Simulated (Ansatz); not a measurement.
# AlH5O (Al(H2O)H3): methods side by side

AlH5O: 7 atoms, total charge 0, spin state singlet. As SMILES, `[H][Al]([H])([H])<-[OH2]`. Geometry: a GFN2-xTB relaxation, a rough one for these elements and not checked as a minimum.

Each level gives the electronic atomisation energy (eV). The values are calculated. Electronic energies at fixed atoms, without zero-point motion or spin-orbit coupling.

```json
{"level": "HF/STO-3G", "kind": "Hartree–Fock", "program": "Ansatz", "value (eV)": "20.21", "less FCI/STO-3G": "-2.12", "CPU time (all runs)": "0.14 s"}
{"level": "BLYP/STO-3G", "kind": "GGA", "program": "Ansatz", "value (eV)": "26.06", "less FCI/STO-3G": "+3.73", "CPU time (all runs)": "1.8 s"}
{"level": "revPBE/STO-3G", "kind": "GGA", "program": "Ansatz", "value (eV)": "25.47", "less FCI/STO-3G": "+3.14", "CPU time (all runs)": "1.7 s"}
{"level": "PBE0/STO-3G", "kind": "global hybrid", "program": "Ansatz", "value (eV)": "25.49", "less FCI/STO-3G": "+3.16", "CPU time (all runs)": "1.5 s"}
{"level": "wB97X/STO-3G", "kind": "range-separated hybrid", "program": "Ansatz", "value (eV)": "25.67", "less FCI/STO-3G": "+3.34", "CPU time (all runs)": "7.2 s"}
{"level": "B2PLYP/STO-3G", "kind": "double hybrid", "program": "Ansatz", "value (eV)": "24.60", "less FCI/STO-3G": "+2.27", "CPU time (all runs)": "2.1 s"}
{"level": "RPA@PBE/STO-3G", "kind": "RPA", "program": "Ansatz", "value (eV)": "22.15", "less FCI/STO-3G": "-0.18", "CPU time (all runs)": "2.6 s"}
{"level": "MP2/STO-3G", "kind": "perturbation theory", "program": "Ansatz", "value (eV)": "21.86", "less FCI/STO-3G": "-0.47", "CPU time (all runs)": "0.16 s"}
{"level": "BCCD(T)/STO-3G", "kind": "coupled cluster or CI", "program": "Ansatz", "value (eV)": "22.32", "less FCI/STO-3G": "-0.01", "CPU time (all runs)": "0.36 s"}
{"level": "FCI/STO-3G", "kind": "exact in the basis", "program": "Ansatz", "value (eV)": "22.33", "less FCI/STO-3G": "0.00", "CPU time (all runs)": "10 s"}
```

FCI/STO-3G is exact within its basis and frozen core, so for wave-function methods in that basis the difference is their error; functionals converge differently with the basis, so for them it is only a difference. The values span 20.21 to 26.06 eV. All rows use very small basis sets, so none should be taken for the real molecule's value. Times are those of the runs behind each value, whatever else they computed, on shared processors of several kinds: orders of magnitude only.

Hartree–Fock underbinds by 2.12 eV because forming the Al–H and O–H bonds pairs electrons that were unpaired in the separated atoms, and the correlation energy gained is missing from a mean-field treatment. MP2 recovers most of this, and BCCD(T) comes within 0.01 eV of FCI, as expected for a closed-shell molecule dominated by one configuration.

The density functionals all lie above FCI, probably because their correlation is drawn from the density and includes short-range effects that the few virtual orbitals of a minimal basis cannot describe. Consistent with this, RPA, whose correlation is built from those same orbitals, lies close to FCI, and B2PLYP, which is partly so built, has the smallest excess among the functionals. The near-equality of revPBE and PBE0 suggests that exact exchange alone does not control the offset.

Since total atomisation is dominated by the covalent bonds to hydrogen, this ranking says little about how well each method describes the weaker dative Al–O bond.
